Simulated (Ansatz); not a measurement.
## SrAlGe: energy above lowest point against volume scale

Free energy against uniform scaling of the volume at fixed shape and fractions; periodic cell, basis, potentials, k mesh and filling as listed. The results are calculated, by Ansatz 0.2.0.

The cell before it is scaled or strained (space group P-6m2, No. 187):
```
CELL_PARAMETERS angstrom
4.29650 0.00000 0.00000
-2.14830 3.72090 0.00000
0.00000 0.00000 4.77900
ATOMIC_POSITIONS crystal
Sr 0.00000 0.00000 0.00000
Al 0.66667 0.33333 0.50000
Ge 0.33333 0.66667 0.50000
```

Settings of every row: functional PBEsol; dispersion none; potentials all-electron LAPW; k mesh 8x8x6; k shift 0x0x0; occupations fermi dirac; smearing width 0.15 eV; spin none; basis error target 0.002 eV/atom.

Limits: coarse k mesh, up to 40 meV an atom off; the cell comes from a prototype or a list of computed structures and needn't be the stable phase.

```
row  volume scale  V (Å³/atom)  energy above lowest point (meV/atom)
  1          0.94       23.939                                   6.9
  2          0.96       24.448                                   1.5
  3          0.98       24.958                                     0
  4             1       25.467                                   1.9
  5          1.02       25.976                                   6.8
  6          1.04       26.486                                     ?
  7          1.06       26.995                                  24.2
```

Question: what energy above lowest point should row 6 give?

Worked fit of energy above lowest point. Take u = (V_r/V)^(2/3) − 1 with V_r = 25.212 Å³ an atom, which is twice the finite (Eulerian) strain; such expansions in the strain, on which the Birch-Murnaghan equation of state is built, carry the rest volume and the bulk modulus. The shown rows have u = 0.03514, 0.02073, 0.00677, -0.00669, -0.01971, -0.04453. Least squares give energy above lowest point = 0.54 − 142.6 × u + 8993 × u² + 5961 × u³ meV/atom; a parabola predicts inner rows, each left out in turn, worse (root mean square 0.12 against 0.011 meV/atom). All shown rows lie on it to the printed digit. Its lowest point lies at u = 0.0079, or V = 24.92 Å³ an atom, and the curvature there gives the bulk modulus at fixed shape and fractions, B = (4/9)(1 + u)² E″(u)/V = 53 GPa. Letting shape and atoms relax would as a rule lower it, by much in layered, chain or molecular crystals. The withheld row has u = -0.03233, so the fit gives 0.54 − 142.6 × (-0.03233) + 8993 × (-0.03233)² + 5961 × (-0.03233)³ = 14.3 meV/atom.

The calculation gave 14.3 meV/atom. The fit meets it to the printed digit.
